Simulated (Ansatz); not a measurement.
**Abstraction of F: GeF4 + C2HF2Sn → GeF3 + C2HF3Sn**

Species: GeF4 (tetrafluorogermane) `[F][Ge]([F])([F])[F]`, singlet; C2HF2Sn `C#[C][Sn]([F])[F]`, doublet; GeF3 `[F][Ge]([F])[F]`, doublet; C2HF3Sn `C#[C][Sn]([F])([F])[F]`, singlet. A radical takes F: the energy is the difference in strength between the Ge–F bond broken and the Sn–F bond made.

Shapes, held fixed at every level: PBE0-D4/def2-TZVP. Programs: Ansatz 0.2.0. The zero-point and thermal change to 298 K, harmonic and unscaled (PBE0-D4/def2-TZVP), is -0.8 kJ/mol.

| level | kind | ΔH(298 K) (kJ/mol) | less CCSD(T)/def2-TZVPP |
| --- | --- | --- | --- |
| MP2/def2-SVP | perturbation theory | +66.1 | -0.2 |
| MP2/def2-TZVPP | perturbation theory | +64.7 | -1.6 |
| HF/def2-TZVPP | Hartree–Fock | +66.2 | -0.1 |
| SPW92/def2-TZVPP | LDA | +58.8 | -7.5 |
| B3LYP-D4/def2-TZVPP | global hybrid | +53.7 | -12.6 |
| CCSD/def2-TZVPP | coupled cluster or CI | +68.4 | +2.1 |
| CCSD(T)/def2-TZVPP | coupled cluster or CI | +66.3 | 0.0 |

The highest level, CCSD(T)/def2-TZVPP, gives ΔH(298 K) = +66.3 kJ/mol; the levels span +53.7 to +68.4. The column of differences is taken from that level and isn't an error. No measured value is set beside it here. Open shells run unrestricted. For atoms past krypton def2 sets carry core potentials with scalar relativity. Relativity is left out for Ge. Outer-core shells of Ge, Sn are correlated in most correlated rows, in sets that cover them unevenly.

Fluorine transfer from GeF4 to the ethynyldifluorostannyl radical is clearly endothermic at every level, so the Ge–F bond broken is stronger than the Sn–F bond made. This follows the usual weakening of M(IV)–F bonds down group 14. The more diffuse tin valence orbitals overlap less well with compact fluorine 2p, and the greater reluctance of the tin 5s electrons to take part in bonding lowers the gain on going to Sn(IV). The greater polarity of Sn–F evidently doesn't make up for this. Spin delocalisation into the ethynyl group may also stabilise the tin radical and so add to the endothermicity.

Because one metal–fluorine bond replaces another and the number of unpaired electrons is conserved, much of the correlation energy probably cancels, which would explain why Hartree–Fock lies so close to CCSD(T). The two density functionals give the smallest endothermicities, with B3LYP-D4 below the LDA at +53.7 kJ/mol, but the sign is unaffected. A single reaction can't separate the effect of the metal from that of the ethynyl substituent.
